In a single layer of ZrTeSe, the energy attached to a localised orbital is not the energy of an electron level. Each of the eight localised orbitals, called Wannier functions, mixes deep states derived from anion s orbitals with shallower ones derived from p orbitals. Its on-site energy is the average over that mixture. Five of the eight averages fall in an energy range where the layer has no band at all, and on each anion one function, which points out of the layer, stands apart from the other three.

Maximally localised Wannier functions of a ZrTeSe single layer from anion s and p trial orbitals, calculated with Ansatz 0.2.0 using r2SCAN, PAW and a 500 eV plane-wave cutoff, without spin–orbit coupling. The k mesh and the Wannier mesh are both 6×6×1. On-site energies are counted from the valence top, and x, y and z are the Cartesian centres.

```
row  function spread (angstrom^2)  function on site (eV)  function x (Å)  function y (Å)  function z (Å)
  1                         1.768                 -5.765           1.914           1.105          11.066
  2                         1.972                 -4.794           2.423           1.399          10.213
  3                         1.972                 -4.794           1.405           1.399          10.213
  4                         1.972                 -4.794           1.914           0.517          10.213
  5                         1.937                 -4.581           1.914           1.105           6.686
  6                         2.601                 -3.488           2.545           1.469           7.821
  7                         2.601                 -3.488           1.283           1.469           7.821
  8                         2.601                 -3.488           1.914           0.376           7.821
```

The layer is a sandwich with Zr in the middle, Se on the upper face and Te on the lower one. The two anions sit directly above one another, so the six neighbours of each Zr form a trigonal prism. Rows 1 to 4 belong to Se and rows 5 to 8 to Te. The function spread is the mean square extent of a function about its own centre, and x, y and z give that centre. The function on-site energy is counted from the top of the filled bands. Rows 2 to 4 are copies of one another by the threefold symmetry of the layer, as are rows 6 to 8, so there are four different functions to explain.

The calculation started from separate s and p orbitals but did not keep them, because it looks for the most compact set of functions. A free anion with filled s and p shells shows why this leads to mixing. An s or a p orbital is centred on the nucleus, whereas a mixture of the two leans to one side and has its centre displaced. The total extent measured from the nucleus does not change on mixing, but the spread is measured from each function's own centre, so it falls as the centres move outwards. The most compact set therefore consists of directed hybrids.

In a free ion these hybrids could point anywhere as a set. In the layer each anion has three Zr neighbours, all on its inner side, and they fix the directions. Three functions lean towards the Zr atoms and form the bonds. The fourth leans the opposite way, out of the layer, with its centre 0.38 Å from the nucleus on Se and 0.49 Å on Te. This is the lone pair, and it is the odd row of each set.

The energies follow from the same picture. If a function holds a share w of a deep band and the rest of it comes from the upper bands, its on-site energy E is the weighted average

E = w × E(deep) + (1 − w) × E(upper)

where E(deep) and E(upper) are the mean energies of the deep part and the upper part of that function. The eight highest filled bands, which these functions describe, do fall into a deep and an upper group, with nothing between −9.7 and −4.2 eV. Both lone pairs and the three Se bond functions land in this empty range. The Te bond functions are the exception: their average comes out at −3.5 eV, just inside the upper bands.

The average can be turned round to estimate how much deep band a function holds. The lower deep band, at a mean of −12.63 eV, is assigned to Se and the upper one to Te, as the order of the atomic levels suggests. The four functions of an anion then share one deep band and three upper ones, and all four are given the same mean energy for their upper part. For Se, the sum of the on-site energies, the energy of the upper part and the share held by the lone pair are

sum of the four = −5.765 − 3 × 4.794 = −20.15 eV
E(upper) = (−20.15 + 12.63) / 3 = −2.51 eV
w = (−5.765 + 2.51) / (−12.63 + 2.51) = 0.32

The Se lone pair thus holds about a third of the deep band, and each Se bond function a little under a quarter. On Te the shares are nearly the same. An even division would give each function exactly one quarter, so in this estimate the lone pair holds only moderately more of the deep band, and so of the s character, than the bonds do. The printed output after the text lists the shares for all eight functions.

The estimate uses every on-site energy as input, so it interprets the table and is not an independent test of it. Its weakest step is the common energy of the upper part. The upper part of the lone pair comes mainly from the p orbital that points out of the layer, and its energy need not equal that of the other two. If it lies lower, the true share of the lone pair is smaller than estimated; if it lies higher, the share is larger. There is a ceiling, however. Even if the rest of the Se lone pair lay at the very top of the filled bands, its share of the Se deep band would be 5.765 / 12.63, or 46%.

Bond angles near a right angle, as found around these anions, could suggest bonds made from p orbitals and a lone pair that is almost pure s. The ceiling just given speaks against that extreme for the Se function. The table does show the expected direction: the lone pair lies about 1 eV below the bond functions on both anions. Energy cannot be what chose this division, since mixing filled states among themselves leaves the total energy unchanged. The likely reason is the geometry. Hybrids of one anion at right angles to one another would have to be pure p, which would leave all the s character to the lone pair, whereas compactness alone favours an even mixture with wider angles. The estimated shares lie between these two limits, nearer to the even one.

Going from Se to Te raises the lone pair by 1.2 eV and the bond function by 1.3 eV. The likely cause lies in the atoms: the valence electrons of Te are held less tightly than those of Se, in both the s and the p shell. Because the hybrids on the two anions are mixed in much the same proportions, the whole set moves up almost together. In the estimate both parts of the average rise, the deep band by more than 2 eV and the upper part by about 0.9 eV. The upper part makes up more than three quarters of each bond function, so its smaller rise counts for at least as much. Together the two lift the Te bond functions out of the empty range.

The spreads add something that the energies do not show. From Se to Te the lone pair grows by only 10%, whereas the bond function grows by 32%. Size accounts for part of this: the bond to Te is 9% longer than the bond to Se, and an area that simply scaled with it would grow by about 19%. The bond function grows by more than that, and its centre also lies further along the bond, 33% of the way to Zr on Te against 28% on Se. Both would fit Te bonds that are shared more with Zr. The centre of the lone pair also lies further out on Te, however, by a similar factor to that of the bond function, so part of the change may only reflect the larger valence shell of Te. How far the spreads would change on a finer mesh was not tested, so small differences between them should not be ranked, and the larger contrast between lone pair and bond is a hint and not a proof.

The centres allow a sharper check on whether the functions belong to the anion alone. In a filled shell of pure s and p orbitals the displacements of the four hybrids must cancel, because their sum does not change on mixing, and it is zero for the unmixed orbitals, which are all centred on the nucleus. Here they do not cancel. Added together, the four displacements leave a net shift towards the Zr plane of 1.1 Å on Se and 1.4 Å on Te. Something beyond the anion's own s and p orbitals takes part. The larger shift on Te is mostly a matter of distance: Te lies 1.95 Å from the Zr plane and Se 1.56 Å, and as a fraction of that height the two shifts are nearly alike.

The natural candidate is the Zr atom, whose empty d orbitals accept part of the bonding electrons. That fits the direction of the shift, the larger spread of the Te bonds and the fact that Te is the less electronegative of the two anions. The shift does not single out this cause, since an anion distorted by the field of a positive neighbour would also move its electrons inwards. Both effects are probably at work, and the centres measure only their sum. Either way, a description of the layer as Zr⁴⁺ between undistorted Se²⁻ and Te²⁻ ions is too simple.

For practical use, the position of the centre should be read before the energy. A function centred well away from its nucleus is a hybrid or a bond, and its on-site energy is an entry in a model of the bands, to be used together with the couplings between the functions. To compare two anions, the average over the complete set on each is the safer quantity, because it does not depend on how the functions within the set were mixed:

Se: −20.15 / 4 = −5.04 eV
Te: (−4.581 − 3 × 3.488) / 4 = −3.76 eV

The difference of about 1.3 eV reflects the two elements and their bonding. The difference between a lone pair and a bond on the same anion depends also on the rule by which the functions were made compact.

Output of the analysis:

```
Functions seen from their anion:
  row  distance_from_anion_A  shift_towards_Zr_plane_A  estimated_deep_band_share_percent
    1                  0.376                    -0.376                               32.2
    2                  0.757                     0.477                               22.6
    3                  0.757                     0.477                               22.6
    4                 0.7571                     0.477                               22.6
    5                  0.494                    -0.494                              34.57
    6                 0.9703                     0.641                              21.81
    7                 0.9703                     0.641                              21.81
    8                 0.9707                     0.641                              21.81
Mean energy of the lower deep band (taken as Se s) from the valence top, eV: -12.63
Mean energy of the upper deep band (taken as Te s) from the valence top, eV: -10.18
Lower edge of the empty range between deep and upper valence bands, eV: -9.739
Upper edge of that empty range, eV: -4.169
Number of the eight on-site energies inside the empty range: 5
Mean energy of the upper bands belonging to Se in the estimate, eV: -2.506
Mean energy of the upper bands belonging to Te in the estimate, eV: -1.621
Se bond function above Se lone pair, eV: 0.971
Te bond function above Te lone pair, eV: 1.093
Te lone pair above Se lone pair, eV: 1.184
Te bond function above Se bond function, eV: 1.306
Spread of the Te lone pair over that of the Se lone pair, ratio: 1.096
Spread of the Te bond function over that of the Se bond function, ratio: 1.319
Sum of the four Se displacements towards the Zr plane (zero for pure s-p hybrids), angstrom: 1.055
Sum of the four Te displacements towards the Zr plane (zero for pure s-p hybrids), angstrom: 1.429
Angle at Se between the centres of two bond functions, degrees: 84.52
Angle at Te between the centres of two bond functions, degrees: 81.12
```
